\section*{Appendix. Isolation of the $\Gamma_8$ quartet: the split-off correction to the Bir--Pikus levels}

The Bir--Pikus Hamiltonian of the $\Gamma_8$ band acts on four states and is linear in strain. Symmetry fixes the form of the linear term. That the linear term suffices is an assumption: the strain energies must be small against the distance to every level that strain couples to the quartet, first of all the split-off $\Gamma_7$ doublet, a spin-orbit splitting $\Delta$ below it.

Energies are electron energies, counted upward from the unstrained $\Gamma_8$ level. The strain $e_{ij}$ is the symmetric tensor in the cube axes, positive for tension, with $e_{xy}$ equal to half the engineering shear. Angular momenta are in units of $\hbar$, and $\{AB\}=(AB+BA)/2$.

\subsection*{Where the assumption enters}

Take the strain interaction as spin independent at first. On the orbital triplet $X,Y,Z$ at $k=0$, cubic symmetry allows three constants: $H_{XX}=l e_{xx}+m(e_{yy}+e_{zz})$, $H_{XY}=n e_{xy}$, and cyclic permutations. Splitting off the trace gives $H=a_v\,\mathrm{tr}\,e+D$, where $D$ is a real, symmetric, traceless $3\times3$ matrix,
\begin{equation}
D_{ii}=3b\left(e_{ii}-\tfrac13\mathrm{tr}\,e\right),\qquad D_{ij}=\sqrt3\,d\,e_{ij}\quad(i\neq j),
\label{eq:D}
\end{equation}
with $a_v=(l+2m)/3$, $b=(l-m)/3$ and $d=n/\sqrt3$. With spin the valence space has six states,
\begin{equation}
H_6=a_v\,\mathrm{tr}\,e+D+\frac{\Delta}{3}\left(\mathbf L\cdot\boldsymbol\sigma-1\right),
\label{eq:H6}
\end{equation}
where $(L_i)_{ab}=-\mathrm i\epsilon_{iab}$. The operator $\mathbf L\cdot\boldsymbol\sigma$ equals $1$ for $j=3/2$ and $-2$ for $j=1/2$, so the projectors are $P_8=(2+\mathbf L\cdot\boldsymbol\sigma)/3$ and $P_7=(1-\mathbf L\cdot\boldsymbol\sigma)/3$. The hydrostatic term shifts all six states alike and is left out of the energies $E$ below.

From $(L_iL_j)_{ac}=\delta_{ij}\delta_{ac}-\delta_{ic}\delta_{ja}$, any traceless symmetric matrix can be written $A=-\sum_{ij}A_{ij}\{L_iL_j\}$. By the Wigner--Eckart theorem its projection on $j=3/2$ is proportional to the same tensor built from $\mathbf J=\mathbf L+\boldsymbol\sigma/2$. The state $J_z=3/2$ fixes the factor, since there $L_z^2-2/3=1/3$ and $J_z^2-5/4=1$:
\begin{equation}
h(A)\equiv P_8AP_8=-\tfrac13\sum_{ij}A_{ij}\{J_iJ_j\}P_8 .
\label{eq:h}
\end{equation}
Inserting Eq.~\eqref{eq:D} gives the Bir--Pikus form
\begin{equation}
H_8=a_v\,\mathrm{tr}\,e-b\sum_i\left(J_i^2-\tfrac54\right)e_{ii}-\frac{2d}{\sqrt3}\sum_{i<j}\{J_iJ_j\}e_{ij}.
\label{eq:BP}
\end{equation}
The matrix $h(A)$ is traceless and even under time reversal, so its spectrum is a pair of Kramers doublets at $\pm\varepsilon$ and its square is $\varepsilon^2P_8$. Rotational invariance makes $\varepsilon^2$ proportional to $\mathrm{tr}A^2$. For $A=q\,\mathrm{diag}(-1,-1,2)$ one has $h=-q(J_z^2-5/4)$, $\varepsilon^2=q^2$ and $\mathrm{tr}A^2=6q^2$, so $\varepsilon^2=\mathrm{tr}A^2/6$. Applied to $A+B$ this yields
\begin{equation}
h(A)h(B)+h(B)h(A)=\tfrac13\,\mathrm{tr}(AB)\,P_8 .
\label{eq:cliff}
\end{equation}
For $A=D$ the levels are $a_v\,\mathrm{tr}\,e\pm\varepsilon$ with
\begin{equation}
\varepsilon^2=\tfrac16\mathrm{tr}D^2=\frac{b^2}{2}\left[(e_{xx}-e_{yy})^2+\mathrm{cyc.}\right]+d^2\left[e_{xy}^2+\mathrm{cyc.}\right].
\label{eq:eps}
\end{equation}
The assumption enters at Eq.~\eqref{eq:h}. Of the four blocks of $D$ only $P_8DP_8$ is kept. The block $P_7DP_7$ vanishes, because a rank-two tensor has no elements within $j=1/2$. The block $P_8DP_7$ does not vanish and is of the same order as $\varepsilon$. Discarding it is exact only for $\Delta\to\infty$.

\subsection*{Second-order correction}

L\"owdin partitioning adds $H^{(2)}=P_8DP_7DP_8/\Delta$ to the quartet. It is non-negative, because $\Gamma_7$ lies below and pushes upward. With $P_7=1-P_8$,
\begin{equation}
P_8DP_7DP_8=P_8D^2P_8-h(D)^2 .
\end{equation}
Write $D^2=\tfrac13\mathrm{tr}D^2+W=2\varepsilon^2+W$, with $W$ traceless and symmetric. Then
\begin{equation}
H^{(2)}=\frac{1}{\Delta}\left[\varepsilon^2+h(W)\right].
\label{eq:H2}
\end{equation}
The correction is a common upward shift plus a second Bir--Pikus term with $W/\Delta$ in place of $D$. In a state with $h(D)=s\varepsilon$, $s=\pm1$, the expectation value of Eq.~\eqref{eq:cliff} gives $2s\varepsilon\langle h(W)\rangle=\mathrm{tr}(DW)/3$. For traceless $D$, $\mathrm{tr}(DW)=\mathrm{tr}D^3=3\det D$ by the Cayley--Hamilton theorem. The principal values of $D$ can be written $D_i=2\varepsilon\cos\theta_i$, with angles $\theta_i$ spaced by $2\pi/3$, and then $\det D=2\varepsilon^3\cos3\theta$, where $\cos3\theta$ is the same for the three angles. The first correction to the levels is
\begin{equation}
E^{(2)}_s=\frac{1}{\Delta}\left[\varepsilon^2+s\,\frac{\det D}{2\varepsilon}\right]=\frac{\varepsilon^2}{\Delta}\left(1+s\cos3\theta\right).
\label{eq:E2}
\end{equation}
The centre of the quartet rises by $\varepsilon^2/\Delta$, the splitting becomes $2\varepsilon[1+(\varepsilon/\Delta)\cos3\theta]$, and since the trace of $H_6$ is fixed the $\Gamma_7$ level falls by $2\varepsilon^2/\Delta$. Equation~\eqref{eq:eps} is even in the strain, whereas $\det D$ is odd, so the correction breaks the symmetry of the splitting between a strain and its reverse.

Tetragonal strain along [001] has $\cos3\theta=\pm1$. The $J_z=\pm3/2$ doublet then stays uncorrected and the $J_z=\pm1/2$ doublet rises by $2\varepsilon^2/\Delta$. Orthorhombic strain has three different $D_i$ and $|\cos3\theta|<1$, so both doublets couple to $\Gamma_7$ and neither is protected.

\subsection*{All orders within the six states}

Since $\mathbf L\cdot\boldsymbol\sigma$ is invariant under joint rotations of orbit and spin, $D$ may be taken in its principal axes 1, 2, 3. Then $H_6$ splits into two time-reversed blocks. In the block $(1\uparrow,2\uparrow,3\downarrow)$ the upper off-diagonal elements of $\mathbf L\cdot\boldsymbol\sigma$ are $-\mathrm i$ (12), $1$ (13) and $-\mathrm i$ (23), and the cyclic product (12)(23)(31) is $-1$. With $\lambda=\Delta/3$ and $E'=E+\lambda$ the secular equation is
\begin{equation}
\prod_i(D_i-E')-\lambda^2\sum_i(D_i-E')-2\lambda^3=0 .
\label{eq:sec}
\end{equation}
Using $\sum_iD_i=0$ and $\sum_{i<j}D_iD_j=-3\varepsilon^2$, it becomes
\begin{equation}
\Delta\left(E^2-\varepsilon^2\right)=-E^3+3\varepsilon^2E+\det D .
\label{eq:cubic}
\end{equation}
The spectrum depends on strain only through $\varepsilon$ and $\det D$. For $\Delta\to\infty$ the finite roots are $\pm\varepsilon$. Setting $E=s\varepsilon+E^{(2)}_s+E^{(3)}_s$, the terms of third order in strain read $2s\varepsilon\Delta E^{(2)}_s=2s\varepsilon^3+\det D$, which is Eq.~\eqref{eq:E2}. At fourth order the right-hand side contributes nothing, because its derivative $3\varepsilon^2-3E^2$ vanishes at $E=s\varepsilon$. This leaves $2s\varepsilon E^{(3)}_s+(E^{(2)}_s)^2=0$, or
\begin{equation}
E^{(3)}_s=-s\,\frac{\varepsilon^3}{2\Delta^2}\left(1+s\cos3\theta\right)^2 .
\label{eq:E3}
\end{equation}

\subsection*{Orbital character}

The $\Gamma_7$ weight of a level is $-\partial E/\partial\Delta$ by the Hellmann--Feynman theorem, which is $E^{(2)}_s/\Delta$ to leading order and so of order $(\varepsilon/\Delta)^2$. The amplitude is of first order, and it shows in any operator that connects $\Gamma_8$ and $\Gamma_7$. The weight $w_i$ of orbital $i$ is such a quantity. It sets the relative strength of the transition to an $s$-like $\Gamma_6$ conduction level at $k=0$ for light polarised along axis $i$. With the three $D_i$ treated as independent in Eq.~\eqref{eq:sec}, $w_i=\partial E/\partial D_i$ is the cofactor $(D_j-E')(D_k-E')-\lambda^2$ divided by the sum of the three cofactors. For traceless $D$,
\begin{equation}
w_i=\frac{\Delta(D_i+2E)/3+(D_j-E)(D_k-E)}{2\Delta E+3(E^2-\varepsilon^2)} .
\label{eq:w}
\end{equation}
To first order in $\varepsilon/\Delta$ the last term of the denominator drops out, so that $w_i=\tfrac13+D_i/6E+(D_j-E)(D_k-E)/2\Delta E$. In the third term $E=s\varepsilon$ suffices, and $D_jD_k=D_i^2-3\varepsilon^2$ gives $(D_j-E)(D_k-E)=2\varepsilon^2(\cos2\theta_i+s\cos\theta_i)$. In the second term $E$ must include $E^{(2)}_s$. Collecting terms with $\cos\theta_i\cos3\theta_i=\cos2\theta_i-\sin\theta_i\sin3\theta_i$,
\begin{equation}
w_i=\frac{1+s\cos\theta_i}{3}+\frac{\varepsilon}{\Delta}\left[\frac23\left(\cos\theta_i+s\cos2\theta_i\right)+\frac{s}{3}\sin\theta_i\sin3\theta_i\right].
\label{eq:w1}
\end{equation}
The first term is the $\Gamma_8$ result. The first part of the bracket is the interference of the $\Gamma_8$ and $\Gamma_7$ components. The second part is a rotation inside the quartet. The principal values of $W$ are $2\varepsilon^2\cos2\theta_i$, so $W$ has amplitude $\varepsilon^2$ and angles $-2\theta_i$, and $D+W/\Delta$ is turned from $\theta_i$ by $-(\varepsilon/\Delta)\sin3\theta_i$. This rotation vanishes for tetragonal strain and appears when the symmetry drops to orthorhombic.

\subsection*{Size in InSb}

The compiled measured values used are $\Delta=0.81$ eV and the direct gap $E_g=0.235$ eV at 0 K (Vurgaftman 2001), and $C_{11}=66.7$ GPa, $C_{12}=36.5$ GPa at 300 K (Ioffe Institute). The elastic constants enter only through their ratio, and the difference in temperature is ignored. The deformation potentials are typical values, $b=-2.0$ eV and $d=-4.7$ eV. The numbers below are therefore those of the model, and unrounded intermediate values are carried.

Consider a compressed (001) layer that has relaxed in part along [010], with the illustrative strains $e_{xx}=-1.5\%$, $e_{yy}=-0.5\%$ and no shear. A free surface requires zero normal stress, so $e_{zz}=-(C_{12}/C_{11})(e_{xx}+e_{yy})=1.094\%$. Equation~\eqref{eq:D} gives $D=\mathrm{diag}(71.9,\,11.9,\,-83.8)$ meV, from which $\varepsilon=45.3$ meV, $\cos3\theta=-0.384$, $\varepsilon/\Delta=0.056$ and $\varepsilon^2/\Delta=2.54$ meV. The shifts from $\pm\varepsilon$ are listed in meV. The second decimal serves only to show how the series converges.
\begin{center}
\begin{tabular}{lcccc}
\hline
level & $E^{(2)}$ & $E^{(3)}$ & root of Eq.~\eqref{eq:cubic} minus $s\varepsilon$ & $\Gamma_7$ weight\\
\hline
upper, $s=+1$ & 1.56 & $-0.03$ & 1.53 & 0.2\%\\
lower, $s=-1$ & 3.51 & 0.14 & 3.63 & 0.4\%\\
\hline
\end{tabular}
\end{center}
The splitting falls from $2\varepsilon=90.7$ meV to 88.7 meV at second order and to 88.6 meV for the full cubic, a change of $-2.1$ meV or $-2.3\%$. A change of $|b|$ by the same percentage has the same effect, so at a single strain the correction cannot be told from a slightly different $b$ unless $b$ is known to that level. The rise of the upper level narrows the gap by 0.7\% of $E_g$.

The orbital weights of the upper level change much more:
\begin{center}
\begin{tabular}{lcccc}
\hline
 & $w_X$ & $w_Y$ & $w_Z$ & $p$\\
\hline
$\Gamma_8$ only & 0.598 & 0.377 & 0.025 & 0.23\\
Eq.~\eqref{eq:w1} & 0.647 & 0.329 & 0.024 & 0.33\\
Eq.~\eqref{eq:w} & 0.646 & 0.331 & 0.024 & 0.32\\
\hline
\end{tabular}
\end{center}
Here $p=(w_X-w_Y)/(w_X+w_Y)$ is the in-plane polarisation degree of the band-edge transition. The first-order gain in $w_X$ is 0.050, made of 0.039 from interference and 0.010 from rotation. A $\Gamma_7$ admixture of a fraction of a per cent raises $p$ by a factor 1.4, because $p$ is a small difference in the four-state model and its correction is linear in $\varepsilon/\Delta$.

The volume-conserving strain $e_{yy}=-e_{xx}=\delta$, $e_{zz}=0$ is the opposite extreme to the tetragonal case. It has $\det D=0$ and $\varepsilon=\sqrt3|b|\delta$. Both doublets rise by $3b^2\delta^2/\Delta$, and the splitting is first changed by Eq.~\eqref{eq:E3}, to $2\varepsilon-\varepsilon^3/\Delta^2$. For $\delta=1\%$, $\varepsilon=34.6$ meV, the common rise is 1.5 meV and the splitting changes by $-0.06$ meV.

\subsection*{Terms that compete with the correction}

\emph{Strain dependence of the spin-orbit coupling.} For diagonal strain, $H_6$ admits the term $-3b_2\sum_i(L_i\sigma_i-\mathbf L\cdot\boldsymbol\sigma/3)e_{ii}$ beside the orbital term $-3b_1\sum_i(L_i^2-2/3)e_{ii}$. In $J_z=3/2$ the two brackets are $2/3$ and $1/3$. Between $\sqrt{2/3}\,|0\uparrow\rangle+\sqrt{1/3}\,|1\downarrow\rangle$ ($j=3/2$) and $\sqrt{1/3}\,|0\uparrow\rangle-\sqrt{2/3}\,|1\downarrow\rangle$ ($j=1/2$), labelled by $L_z$ and spin, they are $+\sqrt2/3$ and $-\sqrt2/3$. Equation~\eqref{eq:BP} keeps its form with $b=b_1+2b_2$, while the coupling to $\Gamma_7$ is governed by $b'=b_1-b_2$. Equation~\eqref{eq:E2} and the rotation term are multiplied by $(b'/b)^2$, the interference term by $b'/b$. For an illustrative $b_2=0.05\,b_1$ these factors are 0.75 and 0.86. Unless $b'$ is known, the correction is fixed to about one significant figure. A volume dependence of $\Delta$ changes it only by a relative amount of order $\mathrm{tr}\,e$.

\emph{Intrinsic quadratic terms.} Remote bands, the second-order change of the crystal potential and nonlinear elasticity add terms quadratic in strain whose invariants include those of Eq.~\eqref{eq:H2}. Relative to the linear term they are of order $|e|$ times a dimensionless coefficient. For a coefficient of one and $|e|=0.015$ the scale is $2\varepsilon|e|=1.4$ meV, the same order as the split-off change of the splitting. The choice of strain measure belongs here as well: replacing $e_{ii}$ by the Lagrangian strain $e_{ii}+e_{ii}^2/2$ in Eq.~\eqref{eq:eps} moves $2\varepsilon$ by $-0.14$ meV. On the weights the traceless quadratic terms act by turning $\theta_i$ through an angle of order $|e|$, which changes $w_i$ by at most $|e|/3=0.005$, a tenth of the split-off effect on $w_X$.

\emph{The conduction band.} In InSb $E_g$ is smaller than $\Delta$, so $\Gamma_6$ is the nearest level. At $k=0$ a coupling of $S$ to $X,Y,Z$ needs a perturbation that transforms like $x,y,z$ under $T_d$. The diagonal strains do not, and for the cases above the coupling is zero at linear order. The shear $e_{xy}$ transforms like $z$, so strain with principal axes [110], $[1\bar10]$, [001] allows $\langle S|H|Z\rangle$ of modulus $\Xi|e_{xy}|$ and a shift $-\Xi^2e_{xy}^2w_Z/E_g$ to leading order. For pure $e_{xy}$ shear, $\varepsilon=|d\,e_{xy}|$, $\cos3\theta=0$ and $w_Z=1/3$, so its ratio to the split-off shift has modulus $\Xi^2\Delta/(3d^2E_g)$. An assumed $\Xi=2$ eV gives 0.21. At $e_{xy}=0.5\%$ the two shifts are $-0.14$ meV and 0.68 meV.

\subsection*{Range of the four-state result}

For the volume-conserving strain, $\varepsilon/\Delta$ reaches 0.1 at $\delta=0.1\Delta/(\sqrt3|b|)$, which is 2.3\% with the InSb inputs. Silicon, with the typical values $\Delta=44$ meV and $b=-2.1$ eV, reaches it at 0.12\%. At $\delta=1\%$ the silicon model has $\varepsilon=36$ meV and $\varepsilon/\Delta=0.83$. The expansion is then of no use, and Eq.~\eqref{eq:cubic} puts the two upper doublets at 53 meV and $-13$ meV in place of $\pm\varepsilon$. In the InSb model the relative change of the splitting is $(\varepsilon/\Delta)\cos3\theta$ to leading order, so the range of Eq.~\eqref{eq:eps} depends on the shape of the strain. In the partly relaxed and volume-conserving cases above it gives the splitting to a few per cent or better, with a split-off correction of about 2 meV in the relaxed layer that the intrinsic quadratic terms can rival. Tetragonal strain is less favourable. A pseudomorphic (001) layer with $e_{xx}=e_{yy}=-1\%$, $-1.5\%$ or $-2\%$ has $\cos3\theta=-1$ and $\varepsilon=|b|(1+2C_{12}/C_{11})|e_{xx}|=42$, 63 or 84 meV, and Eq.~\eqref{eq:cubic} lowers the splitting by 4.5, 10 or 19 meV, that is by 5, 8 or 11\%, well above the relative scale $|e|$ of the intrinsic quadratic terms. Polarisation ratios need Eq.~\eqref{eq:w1} even in the relaxed layer, and the model's rise of $p$ from about 0.2 to about 0.3 exceeds the competing terms estimated above.